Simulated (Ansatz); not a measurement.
## Si: energy change per atom and pressure against volume scale

All results are calculated (Ansatz 0.2.0). Plane-wave DFT, scalar-relativistic PAW made under PBE with cores redone for the functional, no dispersion; the given relaxed cell is scaled uniformly, energy at zero smearing counts from the unscaled cell, pressure at the given Fermi-Dirac smearing is positive in compression.

The cell before it is scaled or strained (space group Pm-3m, No. 221):
```
CELL_PARAMETERS angstrom
2.58950 0.00000 0.00000
0.00000 2.58950 0.00000
0.00000 0.00000 2.58950
ATOMIC_POSITIONS crystal
Si 0.00000 0.00000 0.00000
```

Settings of every row: spin polarised no; functional BLYP; wave cutoff 420 eV; smearing width 0.1 eV; k mesh 14x14x14.

Atom starting moment: 0 on all atoms.

Limits: the cell comes from a prototype or a list of computed structures and needn't be the stable phase.

| row | volume scale | V (Å³/atom) | energy change per atom (meV) | pressure (GPa) |
| --- | --- | --- | --- | --- |
| 1 | 0.88 | 15.28 | 79.97 | 13.69 |
| 2 | 0.92 | 15.975 | ? | ? |
| 3 | 0.96 | 16.669 | 8.1 | 3.75 |
| 4 | 1.04 | 18.058 | 5.47 | -2.54 |
| 5 | 1.08 | 18.753 | 21.74 | -4.74 |
| 6 | 1.12 | 19.448 | 46.54 | -6.49 |

Question: what energy change per atom and pressure should row 2 give?

Worked fit of energy change per atom. Take u = (V_r/V)^(2/3) − 1 with V_r = 18.058 Å³ an atom, which is twice the finite (Eulerian) strain; such expansions in the strain, on which the Birch-Murnaghan equation of state is built, carry the rest volume and the bulk modulus. The shown rows have u = 0.1178, 0.05481, 0, -0.02486, -0.04823. Least squares give energy change per atom = 5.08 − 431.208 × u + 9045.66 × u² meV; a straight line predicts inner rows, each left out in turn, worse (root mean square 30 against 0.87 meV). The rows lie off it by 0.16, -0.52, 0.39, 0.35, -0.38 (root mean square 0.38 meV). The withheld row has u = 0.08514, so the fit gives 5.08 − 431.208 × (0.08514) + 9045.66 × (0.08514)² = 33.94 meV.

The calculation gave 33.28 meV. The fit lies 0.66 meV (2 % of the value, 0.89 % of the column's range) above it; its largest miss of a shown row is 0.52 meV.

Worked fit of pressure. Take u = (V_r/V)^(2/3) − 1 with V_r = 18.058 Å³ an atom, which is twice the finite (Eulerian) strain; such expansions in the strain, on which the Birch-Murnaghan equation of state is built, carry the rest volume and the bulk modulus. The shown rows have u = 0.1178, 0.05481, 0, -0.02486, -0.04823. Least squares give pressure = −2.571 + 97.206 × u + 345.64 × u² GPa; a straight line predicts inner rows, each left out in turn, worse (root mean square 1.2 against 0.075 GPa). The rows lie off it by 0.01, -0.05, 0.03, 0.03, -0.03 (root mean square 0.033 GPa). The pressure vanishes at u = 0.0243, or V = 17.42 Å³ an atom, and there the bulk modulus at fixed shape and fractions is B = −V dP/dV = (2/3)(1 + u) dP/du = 77.9 GPa. The withheld row has u = 0.08514, so the fit gives −2.571 + 97.206 × (0.08514) + 345.64 × (0.08514)² = 8.21 GPa.

The calculation gave 8.16 GPa. The fit lies 0.05 GPa (0.25 % of the column's range) above it; its largest miss of a shown row is 0.05 GPa.
